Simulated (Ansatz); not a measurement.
**Computed against measured: atomisation enthalpy at 298 K**

6 molecules with two or more fluorines; the atomisation enthalpy at 298 K in kJ/mol, computed less measured. Shapes, held fixed at every level: PBE0-D4/def2-TZVP. Flexible molecules stand in one conformer, not always the lowest. Thermal terms are harmonic and unscaled (PBE0-D4/def2-TZVP); the spin-orbit lowering of the free atoms is taken from their spectra. Programs: Ansatz 0.2.0. Measured values: Active Thermochemical Tables, CRC Handbook of Chemistry and Physics, NIST-JANAF tables.

Levels: A = SPW92/def2-TZVPP; B = MP2/def2-TZVPP; C = CCSD(T)/def2-TZVPP.

| molecule | from tabulated heats | A | B | C |
| --- | --- | --- | --- | --- |
| CBr2F2 (SMILES FC(F)(Br)Br) | 1484 | +428 | +42 | -65 |
| GeF4 (tetrafluorogermane) | 1880 | +381 | +106 | -19 |
| SF4 (sulfur tetrafluoride) | 1358 | +506 | +40 | -85 |
| C2Br2F4 (1,2-dibromotetrafluoroethane) | 2764 | +783 | +98 | -86 |
| C2Cl3F3 (1,1,2-trichlorotrifluoroethane) | 2753 | +745 | +75 | -109 |
| Si(SiF3)F3 (hexafluorodisilane) | 3760 | +522 | +52 | -156 |

Problem. Sum up the errors.

Solution. 
| level | kind | mean error | mean absolute error | worst case |
| --- | --- | --- | --- | --- |
| SPW92/def2-TZVPP | LDA | +560.8 | 560.8 | C2Br2F4 |
| MP2/def2-TZVPP | perturbation theory | +68.8 | 68.8 | GeF4 |
| CCSD(T)/def2-TZVPP | coupled cluster or CI | -86.7 | 86.7 | Si(SiF3)F3 |

On this set MP2/def2-TZVPP has the smallest mean absolute error and SPW92/def2-TZVPP the largest. SPW92/def2-TZVPP is too high in 6 of 6; MP2/def2-TZVPP is too high in 6 of 6; CCSD(T)/def2-TZVPP is too low in 6 of 6. The heats of GeF4, C2Cl3F3, Si(SiF3)F3 come from older tables and can be uncertain by 10 kJ/mol or more. The molecules' own spin-orbit binding is left out, so errors for heavy halides read too negative. The tabulated values of SF4, C2Br2F4 are in doubt (older tables, estimates, or at odds with other calculations) and kept here. Over the 4 molecules whose values aren't doubted the mean absolute errors are A 519.0; B 68.8; C 87.2. Correlated wave functions converge slowly with the basis. Relativity is left out for Br, Ge. Outer-core shells of Br, Ge are correlated in most correlated rows, in sets that cover them unevenly. The set is small.

The small mean error of MP2 is probably a cancellation rather than a sign of better correlation treatment. In the same basis it binds every molecule more strongly than CCSD(T), as second-order theory tends to do for electron-rich fluorides, while the unfinished basis recovers too little of the correlation energy gained on forming bonds. A larger basis should therefore raise both sets of values, bringing CCSD(T) closer to experiment and taking MP2 further away. The CCSD(T) deficits don't measure that method's intrinsic accuracy.

LDA overbinds far more, because its exchange-correlation errors for the free atoms and the molecule don't cancel: it favours the more uniform, overlapping density of the bonded state. The excess doesn't simply follow bond count. C2Cl3F3 and hexafluorodisilane have equally many bonds, yet their errors are +745 and +522, which suggests that the more polar Si–F bonds, with less shared density, suffer less. The near agreement of CCSD(T) for GeF4, where MP2 is at its worst, may likewise be partly fortuitous.
